When a change in the volume of wurtzite ZnS has to be turned into a pressure, the decision is whether one bulk modulus will do. For volume changes of about 3 % it will, with an error of six or seven per cent in the pressure. For changes of about 9 % it won't: the pressure comes out a fifth too low on squeezing and a quarter too high on stretching. The reason is that the crystal stiffens as it is compressed, and its bulk modulus roughly doubles from one end of the table to the other.

Wurtzite ZnS computed with Ansatz 0.2.0: r2SCAN density functional theory, scalar-relativistic and without spin polarization, with PAW, a 500 eV plane-wave cutoff, a 6×6×4 k mesh and 0.02 eV Gaussian smearing. Each cell is strained equally along all axes and held fixed while the atoms relax to forces below 0.008 eV/Å; positive pressure means compression.

```csv
volume (relaxed cell) (Å³/atom),c/a (relaxed cell),shortest distance (relaxed cell) (Å),energy over elements (eV/atom),pressure (GPa)
17.880,1.6406,2.264,-0.936,8.720
18.438,1.6405,2.287,-0.961,5.400
19.009,1.6405,2.310,-0.975,2.520
20.184,1.6406,2.357,-0.975,-2.190
20.790,1.6406,2.380,-0.963,-4.090
21.407,1.6405,2.402,-0.944,-5.730
```

## Same strain, different pressure

Despite the words "relaxed cell" in the column heads, the volume and shape of each cell were set beforehand, and only the atoms inside were relaxed. Follow the two outer rows, at 17.880 and 21.407 Å³/atom. Every edge of the first cell is 3 % shorter than in the unstrained crystal, and every edge of the second is 3 % longer. The squeezed cell pushes outward with 8.72 GPa, while the stretched one pulls inward with only 5.73 GPa, which the table prints as a negative pressure. Equal and opposite strains thus give pressures that differ in size by a factor of 1.5.

Part of this is plain geometry. Imagine each bond as an ideal spring, whose force depends only on how far its length is from the rest length. At 3 % either way the forces are equal, but in the squeezed crystal they act over a smaller area, so the pressure is higher. The ratio of the areas is $(1.03/0.97)^2 \approx 1.13$, well short of the factor of 1.5. The rest, $1.52/1.13 \approx 1.35$, must lie in the force itself: it takes about a third more force to shorten this crystal by 3 % than to lengthen it by as much.

## Why the bonds stiffen

The shortest distance, which is the Zn–S bond, grows from 2.264 to 2.402 Å, in step with the cell edges. The runs keep the crystal's symmetry, which leaves the atoms only a shift along the hexagonal axis. Such a shift can change the bond angles, but in a cell squeezed equally along all edges it can't keep all four bonds of an atom at their old lengths. Squeezing the crystal here therefore means squeezing its bonds.

A bond has its rest length where two opposing tendencies balance. Zinc and sulfur attract each other through their opposite charges and through the electrons they share, and this attraction changes slowly with distance. Against it stands the repulsion of overlapping electron clouds. The Pauli principle keeps electrons of the same spin out of the same state, so closer overlap forces them into states of higher kinetic energy. This repulsion fades roughly exponentially with distance.

Stiffness measures how fast the net force changes with length. On squeezing, the steep repulsion takes over and the force climbs ever faster. On stretching, the repulsion is still there but falls off less steeply, so each further step in length takes less extra force and the crystal yields more easily. This is a general argument for why solids stiffen under pressure. The calculation gives only the total energy, not its attractive and repulsive parts, so it supports the outcome of the argument rather than each step.

The stiffening itself can be read from neighbouring rows without any model. The bulk modulus is the pressure needed per fractional change of volume. It falls from 108 GPa between the two smallest cells to 56 GPa between the two largest. Near zero pressure it is about 78 GPa, and each added GPa of pressure raises it by about 4.3 GPa. For ideal springs the rise would be only about 1 GPa.

## Two rows with the same energy

The rows at 19.009 and 20.184 Å³/atom both print −0.975 eV/atom for the energy over the elements, that is, relative to solid zinc and sulfur. This looks like a flat stretch on which volume doesn't matter. The pressures show otherwise: one cell pushes outward with 2.52 GPa, the other pulls inward with 2.19 GPa.

Pressure is the slope of energy against volume with its sign reversed. Opposite pressures therefore mean that the two rows stand on opposite walls of an energy well. Its bottom lies between them, near 19.6 Å³/atom, and only about 4 meV/atom lower. A tie in energy is no sign of equilibrium; a pressure of zero is.

The pressure also seems to plunge between these two rows, by 4.7 GPa, more than in any other step. The cause is the spacing of the volumes, for this step is about twice as wide as the others: it runs from edges 1 % shorter to edges 1 % longer, and the unstrained cell between them is not in the table. Per Å³/atom the drop is 4.0 GPa, which lies between the 5.0 GPa of the step before and the 3.1 GPa of the step after. The softening runs straight through the gap.

## A formula to use

A well that is steeper on the squeezed side needs only two constants: the volume $V_0$ at zero pressure and the bulk modulus $B$ there. Let $V$ be the volume and measure the strain by $y=(V_0/V)^{2/3}$, the inverse square of the relative length. This quantity changes faster on squeezing than on stretching, so even a simple parabola in $y$ gives a lopsided well in volume:

$$E = E_0 + \tfrac{9}{8}\,B V_0\,(y-1)^2 .$$

Here $E_0$ is the energy at the bottom. The pressure is $P=-dE/dV$, which gives the second-order Birch–Murnaghan equation:

$$P = \tfrac{3}{2}B\left[\left(\frac{V_0}{V}\right)^{7/3}-\left(\frac{V_0}{V}\right)^{5/3}\right].$$

The two powers are a compact way to build in the stiffening; they are not separate forces between atoms.

Take the most squeezed row as a worked case. A fit to all six pressures, this one included, gives $V_0=19.6$ Å³/atom and $B=78.3$ GPa. Then $V_0/V=19.6/17.88=1.096$, and the bracket is $1.239-1.165=0.074$. The pressure follows as $1.5\times78.3\times0.074\approx8.7$ GPa, in agreement with the table. A constant modulus would give $78\times(19.6-17.88)/19.6\approx6.8$ GPa.

Over the six rows the typical miss is 0.04 GPa, against 0.4 GPa for ideal springs fitted with the same number of constants. The small misses that remain have a pattern. At the outer rows the formula gives slightly too little pressure on squeezing and slightly too much tension on stretching. It builds in a rise of the bulk modulus by 4 GPa per GPa near equilibrium, a little less than the rows show. The printed analysis below gives both fits row by row.

## How far to trust the pressures

All six runs carry a warning that the stress was computed with a loose convergence threshold. The energies offer a check, since they don't depend on the computed stress. The well fitted to the pressures alone reproduces the total energies to about 0.3 meV/atom once a single common offset is set, while the outermost squeezed row stands 43 meV/atom above the bottom. The loose threshold hasn't spoiled the trend.

The k mesh, the grid on which the electron states are sampled, could also be too coarse. The notes to the data say so of the row at 20.790 Å³/atom, but that caution comes from the data makers' tests on other systems; the run itself carries no such warning. The row lies on the same smooth curve as its neighbours, which use the same grid. An error common to all rows wouldn't show up in this way, so the smoothness doesn't prove the grid fine enough. The rows are also a selection, without runs that failed or met a known fault of the program, and the smooth curve may owe something to that.

## What to do with it

- For volume changes up to about 3 %, use $B\approx78$ GPa. One per cent of volume is then worth about 0.8 GPa. Beyond that, up to the 9 % or so tested here, use the formula.
- Take $V_0$ from the same calculation as the pressures. A reference volume that is wrong by 1 %, for instance one measured at room temperature, shifts the pressures near equilibrium by about 0.8 GPa, and those of strongly squeezed cells by more. Thermal expansion and zero-point motion are absent here.
- Keep to pressure from all sides. A film clamped to a substrate is strained in its plane and free to relax across it, which these cells don't describe. Their ratio of height to width is held fixed, so the stress is not quite the same in all directions: in every row it is 2 to 5 % larger in size along the hexagonal axis than across it, about 4 % at the smallest volume.
- Don't read the well as a stability range. It describes wurtzite ZnS alone, and the comparison with the elements doesn't show whether zincblende or, under pressure, rocksalt would lie lower.

For a related tetrahedral compound, a sensible first guess is the same formula with that compound's own $V_0$ and $B$. If the stiffening comes from the steepness of overlap repulsion, as argued above, it should appear in such bonds too. How closely the guess holds has to be checked with at least one strongly squeezed and one strongly stretched cell.

Numerical output:

```
fit of stiff on 5 rows: constant 77.56 +/- 0.13, coefficient of p_mid 4.316 +/- 0.03; rms 0.227, worst 21.407 0.292, leave-one-out rms 0.374
fit of pressure on 6 rows: coefficient of 3 * (1 - (vol / s)**(1/3)) / (vol / s)**(2/3) 79.28 +/- 3, s 19.73; rms 0.393, worst 17.88 -0.538, leave-one-out rms 0.67
fit of pressure on 6 rows: coefficient of 1.5 * ((s / vol)**(7/3) - (s / vol)**(5/3)) 78.31 +/- 0.3, s 19.6; rms 0.0399, worst 17.88 -0.0563, leave-one-out rms 0.0684
Pressures, energies and stiffness:
     row  spring_GPa  well_GPa  height_from_pressure_meV  height_from_energy_meV  mid_pressure_GPa  step_bulk_modulus_GPa
   17.88       8.182     8.664                     43.15                   42.91               n/a                    n/a
  18.438       5.537     5.426                     18.75                   18.44              7.06                    108
  19.009        2.99     2.564                     4.636                   4.482              3.96                  94.44
  20.184        -1.8    -2.156                     4.004                   4.227             0.165                  78.55
   20.79      -4.058    -4.093                     15.92                    16.2             -3.14                  64.23
  21.407      -6.225    -5.781                     35.01                   35.21             -4.91                  56.08
Volume of the unstrained cell midway in length between the outer rows (A^3/atom): 19.59
Pressure at 3 % squeeze over tension at 3 % stretch: 1.522
The same ratio for a spring harmonic in length: 1.128
Energy at the bottom of the well over the elements (eV/atom): -0.9792
Energy of row 19.009 less that of row 20.184 (meV/atom): 0.255
Largest miss of the energies predicted from pressures (meV/atom): 0.3112
Band gap at the smallest volume (eV): 3.22
Band gap at the largest volume (eV): 2.367
```
